Sb on a Si site in SiO2, in a neutral 36-atom supercell with the atoms relaxed and the cell fixed. The calculation used Ansatz 0.2.0 with spin-polarised, scalar-relativistic PBE, plane waves, default PAW datasets, a 420 eV cutoff and a 3×3×4 k mesh. Vzz is the principal electric field gradient of largest magnitude, and the asymmetry is (Vxx − Vyy)/Vzz.

| atom | distance from the defect (Å) | site moment (muB) | Vzz (1e21 V/m^2) | asymmetry |
| --- | --- | --- | --- | --- |
| Sb1 | 0.31 | 0.09 | 11.61 | 0.40 |
| O35 | 1.69 | 0.03 | 10.82 | 0.44 |
| O31 | 1.87 | 0.04 | 10.35 | 0.40 |
| O17 | 2.05 | 0.19 | -8.23 | 0.77 |
| O13 | 2.15 | 0.19 | 7.89 | 0.94 |
| Si12 | 3.03 | 0.00 | -0.99 | 0.71 |
| Si8 | 3.19 | 0.00 | 1.27 | 0.64 |
| Si7 | 3.21 | 0.00 | 0.98 | 0.88 |
| Si10 | 3.26 | 0.00 | 0.58 | 0.15 |
| O32 | 3.36 | 0.00 | 9.34 | 0.32 |
| O22 | 3.36 | 0.00 | 8.93 | 0.26 |
| O15 | 3.42 | 0.00 | 9.02 | 0.33 |
| O25 | 3.43 | 0.01 | 9.12 | 0.43 |
| O21 | 3.47 | 0.00 | 9.55 | 0.26 |
| O27 | 3.51 | 0.00 | 9.62 | 0.26 |
| O28 | 3.85 | 0.01 | 8.68 | 0.36 |
| O30 | 3.95 | 0.00 | 8.59 | 0.35 |
| O20 | 4.19 | 0.00 | 10.09 | 0.15 |
| O33 | 4.22 | 0.00 | 9.21 | 0.18 |
| O34 | 4.23 | 0.00 | 9.88 | 0.19 |
| O18 | 4.24 | 0.00 | 9.48 | 0.24 |
| O16 | 4.26 | 0.00 | 9.16 | 0.24 |
| O24 | 4.29 | 0.00 | 9.53 | 0.19 |
| Si5 | 4.31 | 0.00 | 0.85 | 0.22 |

Two oxygens close to the antimony, O17 and O13, carry the same spin, yet their field gradients have opposite signs: Vzz is −8.23 at one and +7.89 at the other, in units of 10²¹ V/m². Every other oxygen in the table has a positive Vzz. Farther out, where a defect's influence might be expected to fade, the values show no steady approach to a limit. Both features can be read in the same way. A field gradient mainly records how an atom's own p electrons are shared among three directions, and this seems to depend more on the bonds at that atom than on its distance from the antimony. Whether the spin plays a part as well stays open.

The sign comes first. A field gradient has three principal values, which add up to zero, and Vzz is simply the one of largest size. The asymmetry is the difference of the other two divided by Vzz. For O17 these two must therefore add up to +8.23 and differ by 0.77 × 8.23 = 6.34, which makes them about +7.3 and +0.9.

The same steps for O13 give about −7.7 and −0.2 beside its Vzz of +7.89. Each of the two atoms thus has one large positive value, one large negative value of nearly the same size, and one close to zero. At O17 the negative value is slightly the larger and receives the name Vzz; at O13 the positive one does. An asymmetry near one is the signal that this has happened, because a small change in the surroundings can then reverse the sign of Vzz while the tensor hardly changes. The settings matter too: the band gap is small here, so the gradients can shift with the k mesh, and at O13 even a slight shift could change the sign.

What sets these two oxygens apart is the middle value. It lies near zero for them, but near −3.4 on average for the oxygens beyond the nearest four. To see what this means, consider a single p electron. It makes the gradient negative along its own axis and half as large, with positive sign, along the other two. A lack of p charge along an axis does the reverse.

Compared with the average of the farther oxygens, the spin-carrying pair is higher by 3.8 in the middle value and lower by 1.7 and 2.1 in the other two. That is close to the pattern of charge removed from one p orbital, provided that the three axes keep their order; the table doesn't give their directions. On that assumption the amount can be estimated. One 2p electron contributes four fifths of the mean of 1/r³ over its orbital, r being here the distance from the nucleus; with a rough recalled mean of 5 atomic units, and 9.7 × 10²¹ V/m² to the atomic unit of gradient, this gives about 39. The change of 3.8 then corresponds to about a tenth of an electron.

The site moments point to the same two atoms. O17 and O13 hold 0.19 μB each, more than the antimony itself with 0.09, while the whole cell contains one unpaired electron, part of which lies outside the regions assigned to atoms. It is tempting to conclude that the missing p charge is a hole on these two oxygens. The moments alone can't show this, since the spin could also belong to an extra electron in an orbital that is antibonding between antimony and oxygen. Antimony does bring one valence electron more than the silicon it replaces. The comparison with O35 and O31, the two nearest oxygens with little spin, also advises caution: against them the middle value again rises, by 3.4, but the other two no longer fall by similar amounts. A sharply bent bridge, with an angle near 110° in the simple model described below, would also give such a tensor, so the link between the spin and the gradient remains a guess.

The equal division of the spin is itself less secure than the numbers suggest. PBE tends to spread a hole over several oxygens where a better treatment may place it on one. If the spin is such a hole and this happened here, O17 and O13 would in truth not be near twins, and their gradients would probably differ more. The near-equality of their tensors is thus a property of this solution, reached in a single relaxation.

Away from the antimony, the spin has almost gone and the shape of the bonds remains. An oxygen in silica bridges two silicon atoms, and compared with an oxide ion with a full shell, each bond draws some p charge away from it. If the bridge were straight, all the missing charge would lie along the line between the two silicons. The gradient would then be large and positive along that line and equal in the other two directions, with zero asymmetry. Bending the bridge adds a lack of charge along a second axis, the one that bisects the bond angle. This raises the middle principal value and lowers the largest one, so Vzz should fall as the asymmetry rises.

A simple model makes this quantitative. Let the oxygen form two equal, mutually orthogonal hybrid orbitals that point at the silicons, each short of the same charge. The lack of p charge along the line between the silicons then doesn't depend on the angle, while along the bisector it is a fraction t of that amount, with t growing as the bridge bends. Adding the gradients of these two deficits gives an asymmetry of 3t/(2 − t) and a largest value proportional to 1 − t/2. Eliminating t leaves

Vzz = V₀ / (1 + asymmetry/3),

where V₀ is the value for a straight bridge.

The one constant, V₀ = 10.13, was set by averaging over the fourteen listed oxygens beyond the nearest four. O20 and O30, both part of that average, have the highest and the lowest Vzz of this group. For O20, with asymmetry 0.15, the model gives 10.13/1.05 ≈ 9.6, and the table has 10.09. For O30, with asymmetry 0.35, it gives about 9.1, and the table has 8.59.

The model therefore puts the two atoms in the right order but yields less than half of their difference. Over the whole group it reduces the typical deviation from 0.41, for a single average value, to 0.30, as the output below shows. The remainder is no surprise, since the model gives every bond the same lack of charge, whereas real bonds differ in length and polarity. It fails more clearly at O35, which was not used to set V₀ and where it falls short by 2.0. That atom lies next to the antimony, and two equal bonds are a poor description of an oxygen between unlike neighbours.

Distance alone explains less. The table measures it from a point 0.31 Å away from the antimony, so the shortest entries aren't bond lengths. O30 is closer to the defect than O20 and has the smaller gradient, and over the group Vzz is only weakly related to 1/r³, with r now the distance from the defect. A bare unit charge at the distance of O32 would produce a gradient of only 0.08. The electrons of the oxygen can amplify such an outside field considerably, and its effect on Vzz would also depend on direction, which the table doesn't give. The weak relation therefore speaks against a simple dependence on distance, but doesn't exclude every effect of charge at the defect.

The asymmetry does change with distance. Among the oxygens beyond the nearest four, those within 4 Å have a mean of 0.32 and those farther away a mean of 0.20, and the two sets don't overlap. In the bond model this means that the nearer bridges are more strongly bent, as they would be if the lattice gave way around the large antimony atom. The bond angles have not been used to test this. Nor is it a clean picture of one isolated defect: the next antimony is only about 7.3 Å away. The atoms were relaxed, but the cell was held and remained under pressure.

Silicon shows what happens when the bonds surround an atom more evenly. Four similar bonds directed to the corners of a tetrahedron take p charge almost equally from all directions, and their gradients nearly cancel. This is largely why the silicon values are about ten times smaller than those of the farther oxygens, though a 3p electron of silicon also makes a smaller gradient than a 2p electron of oxygen. What survives is a small imbalance that can have either sign. The large value at antimony doesn't mean that its surroundings are the most distorted, because a 5p electron of antimony makes a larger gradient than a 2p electron of oxygen or a 3p electron of silicon. Comparisons are safest within one element, where errors of the atomic datasets, which can exceed a tenth for some elements, largely cancel.

For silicon devices, the unpaired electron is the practical point. Antimony is a donor in silicon, but in the oxide that serves as an insulator this neutral centre keeps its odd electron mostly near the antimony, at least in this calculation. Such a half-filled state can in principle capture or release charge, which is unwelcome in a gate dielectric. If the solution found here is the right one, the oxygens to look for in a magnetic resonance experiment on this centre would be those with both a sizeable spin and an asymmetry near one, and the sign of Vzz would say little about them.

Output of the analysis:

```
Most positive principal value at O35, O31, O17, O13 (1e21 V/m^2): 10.82, 10.35, 7.284, 7.89
Middle principal value at O35, O31, O17, O13 (1e21 V/m^2): -3.03, -3.105, 0.9465, -0.2367
Most negative principal value at O35, O31, O17, O13 (1e21 V/m^2): -7.79, -7.245, -8.23, -7.653
Farther oxygens, mean most positive value (1e21 V/m^2): 9.3
Farther oxygens, mean middle value (1e21 V/m^2): -3.412
Farther oxygens, mean most negative value (1e21 V/m^2): -5.888
Spin pair less farther oxygens, most positive value (1e21 V/m^2): -1.713
Spin pair less farther oxygens, middle value (1e21 V/m^2): 3.767
Spin pair less farther oxygens, most negative value (1e21 V/m^2): -2.054
Spin pair less low-spin neighbours, most positive value (1e21 V/m^2): -2.998
Spin pair less low-spin neighbours, middle value (1e21 V/m^2): 3.422
Spin pair less low-spin neighbours, most negative value (1e21 V/m^2): -0.424
Site moment on O17 and O13 together (muB): 0.38
Mean asymmetry of oxygens from 3.3 to 4.0 angstrom: 0.3213
Mean asymmetry of oxygens beyond 4.0 angstrom: 0.1983
Bond model constant V0 from farther oxygens (1e21 V/m^2): 10.13
Scatter of Vzz about its mean, farther oxygens, rms (1e21 V/m^2): 0.412
Miss of the bond model, farther oxygens, rms (1e21 V/m^2): 0.3014
Bond model less table at O30 (1e21 V/m^2): 0.4773
Bond model less table at O20 (1e21 V/m^2): -0.447
Bond model less table at O35, outside the fit (1e21 V/m^2): -1.99
Correlation of Vzz with asymmetry, farther oxygens: -0.6977
Correlation of Vzz with 1/r^3, farther oxygens: -0.2643
Gradient of a bare unit charge at the distance of O32 (1e21 V/m^2): 0.07592
Extra p deficit on the middle axis against farther oxygens, order of magnitude, rough 2p size (electrons): 0.09984
Extra p deficit on the middle axis against low-spin neighbours, order of magnitude (electrons): 0.06597
Bridge angle that alone would give the spin pair its tensor in the bond model (degrees): 107.7
Mean size of Vzz, farther oxygens over silicon (ratio): 9.957
```
